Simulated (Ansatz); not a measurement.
# CrB2: energy above lowest point against volume scale

Results calculated with Ansatz 0.2.0, not measured. Free energy against uniform scaling of the volume at fixed shape and fractions; periodic cell, basis, potentials, k mesh and filling as listed.

The cell before it is scaled or strained (space group P6/mmm, No. 191):
```
CELL_PARAMETERS angstrom
2.97000 0.00000 0.00000
-1.48500 2.57210 0.00000
0.00000 0.00000 3.07000
ATOMIC_POSITIONS crystal
Cr 0.00000 0.00000 0.00000
B 0.33333 0.66667 0.50000
B 0.66667 0.33333 0.50000
```

Settings of every row: functional LDA; dispersion none; potentials PAW; wave cutoff 517.02 eV; density cutoff 2068.1 eV; k mesh 13x13x11; k shift 0x0x0; occupations fermi dirac; smearing width 0.1 eV; spin collinear; SCF threshold exponent -9.

Limits: with one magnetic atom in the cell only parallel moments are possible.

```
row  volume scale  V (Å³/atom)  energy above lowest point (meV/atom)
  1          0.92        7.192                                     0
  2        0.9467        7.401                                     ?
  3        0.9733        7.609                                  15.2
  4             1        7.817                                  36.9
  5        1.0267        8.026                                  66.3
  6        1.0533        8.234                                   102
  7          1.08        8.443                                 142.9
```

Question: what energy above lowest point should row 2 give?

Worked fit of energy above lowest point. Take u = (V_r/V)^(2/3) − 1 with V_r = 7.9215 Å³ an atom, which is twice the finite (Eulerian) strain; such expansions in the strain, on which the Birch-Murnaghan equation of state is built, carry the rest volume and the bulk modulus. The shown rows have u = 0.06653, 0.0272, 0.00889, -0.0087, -0.02546, -0.04161. Least squares give energy above lowest point = 50.78 − 1675.3 × u + 13249 × u² + 6916 × u³ meV/atom; a parabola predicts inner rows, each left out in turn, worse (root mean square 0.32 against 0.14 meV/atom). The rows lie off it by 0.0, 0.0, 0.0, -0.1, 0.1, 0.0. Its lowest point lies at u = 0.0604, or V = 7.255 Å³ an atom, and the curvature there gives the bulk modulus at fixed shape and fractions, B = (4/9)(1 + u)² E″(u)/V = 320 GPa. Letting shape and atoms relax would as a rule lower it, by much in layered, chain or molecular crystals. The withheld row has u = 0.04635, so the fit gives 50.78 − 1675.3 × (0.04635) + 13249 × (0.04635)² + 6916 × (0.04635)³ = 2.3 meV/atom.

The calculation gave 2.4 meV/atom. The fit lies 0.1 meV/atom (4.2 % of the value, 0.07 % of the column's range) below it, one unit of the last digit.
